\section*{Erase slope, spread and over-erase in source and channel erase}

\textbf{Electrostatics.} Let $E$ be the erasing electrode (source or well), $C_T$ the total floating-gate capacitance, $\alpha_G,\alpha_E$ the coupling ratios, $Q$ the stored charge and $\Delta V_T=-Q/(\alpha_G C_T)$ the shift from the neutral threshold. Other terminals are grounded, and a floating drain is ignored. Then $V_{FG}=\alpha_G(V_{CG}-\Delta V_T)+\alpha_E V_E$, and with $F=(V_E-V_{FG})/t_{ox}$,
\begin{equation}
\Delta V_T=V_{CG}+\frac{Ft_{ox}-(1-\alpha_E)V_E}{\alpha_G}.
\end{equation}
Here $V_E$ is the applied bias minus $\delta\approx1.2$~V, an approximate allowance for band bending and flat-band offset. Omitting $\delta$ would lower $\Delta V_T$ by 1.8~V in the source rows below. A constant $\delta$ leaves slope and spread at given time unchanged.

\emph{Predict: as electrons leave, does the current approach a steady value?}

\textbf{Kinetics.} It keeps falling. With Fowler--Nordheim current density $J=AF^2e^{-B/F}$ through area $S$, $C_Tt_{ox}\,dF/dt=-SJ$. Setting $u=B/F$ gives $du/dt=Ke^{-u}$, hence
\begin{equation}
F=\frac{B}{\ln\left(Kt+e^{B/F_0}\right)},\qquad K=\frac{ABS}{C_Tt_{ox}}=\frac{AB\,\alpha_T}{\varepsilon_{ox}},
\end{equation}
where $\alpha_T=\varepsilon_{ox}S/(t_{ox}C_T)$ is the capacitance share of the tunnelling window. For $t\gg t_0=e^{B/F_0}/K$ the initial field $F_0$ is forgotten and $F=B/L$ with $L=\ln Kt$.

\emph{Predict: what are the slope against $\ln t$ and the lag of a cell whose $AS$ is $k$ times larger?}

Since $K$ and $t$ enter as a product, both follow from one derivative:
\begin{equation}
-\frac{d\Delta V_T}{d\ln t}=s=\frac{t_{ox}F^2}{\alpha_GB}=\frac{t_{ox}B}{\alpha_GL^2},\qquad
\Delta_k=\frac{t_{ox}B}{\alpha_G}\left[\frac1L-\frac1{L+\ln k}\right]\approx s\ln k .
\end{equation}
The threshold falls by $2.3\,s$ per decade, and the fast cell lies $\Delta_k$ lower.

\textbf{Comparison.} Typical oxide inputs are $A\approx1.2\times10^{-6}$~A/V$^2$, $B\approx250$~MV/cm and $\varepsilon_{ox}=3.9\varepsilon_0$. The cell inputs are illustrative: $\alpha_G=0.6$ and $t=0.1$~s throughout. Source erase has $\alpha_E=0.10$, $\alpha_T=0.03$, so $K=2.6\times10^{13}$~s$^{-1}$ and $L=28.6$. In channel erase source and drain follow the well, so $\alpha_E=1-\alpha_G$; with $\alpha_T=0.30$, $L=30.9$.

\emph{Predict: which rows share a slope?}

\begin{center}
\begin{tabular}{lccccccc}
\hline
Scheme & $V_{CG}$ & bias & $t_{ox}$ & $F$ & $\Delta V_T$ & $2.3s$ & $s\ln3$\\
 & (V) & (V) & (nm) & (MV/cm) & (V) & (V/dec) & (V)\\
\hline
(a) source, grounded gate & 0 & 12 & 10 & 8.7 & $-1.6$ & 1.2 & 0.56\\
(b) source, negative gate & $-10$ & 5 & 10 & 8.7 & $-1.1$ & 1.2 & 0.56\\
(c) channel & $-8$ & 8 & 10 & 8.1 & $-1.3$ & 1.0 & 0.48\\
(d) channel, thin oxide & $-6$ & 7 & 8 & 8.1 & $-1.0$ & 0.80 & 0.38\\
\hline
\end{tabular}
\end{center}

Rows (a) and (b) share it, because $s$ contains no voltage: biases only translate the erase curve. The tenfold window of (c) enters through $1/L^2$ and lowers $s$ by just 14\%. Thickness and coupling act directly, $s\propto t_{ox}/\alpha_G$ at fixed $\alpha_T$, which gives (d) the tightest spread. The linear form exceeds the exact lag by the fraction $\ln k/L$; in (a) the exact $\Delta_3$ is 0.54~V.

\emph{Predict: do a programmed and a neutral cell meet?}

In (a), a start at $\Delta V_T=+4$~V means $F_0=12.1$~MV/cm and $t_0=35~\mu$s, while a neutral start means 9.7~MV/cm and 5.7~ms. At 0.1~s the two differ by 28~mV. A cell with $t_0>t$, already below the common curve, still remembers its start.

\emph{Predict: does erase stop by itself?}

Not on any useful time scale. The slope decays only as $1/L^2$, and the floor $F\to0$ of (a) lies at $-16$~V. With an illustrative neutral threshold of 2.5~V, cell (a) reads 0.9~V at 0.1~s and $-0.2$~V at 1~s. A $k=10$ cell reaches $-0.2$~V at 0.1~s. It then conducts at zero word-line bias and corrupts reads on its NOR bit line. Because erase runs until the slowest cell verifies, over-erase occurs once $\Delta_k$ between slowest and fastest cell exceeds the verify level.

The model takes $k$ as given and assumes equal $B$, $t_{ox}$ and couplings. It omits the holes generated by band-to-band tunnelling at the source junction, which become trapped in the oxide and raise the current of individual cells. That mechanism is strongest at the 12~V junction of (a), weaker in (b) and avoided in channel erase, so real spreads differ between schemes by more than the table shows.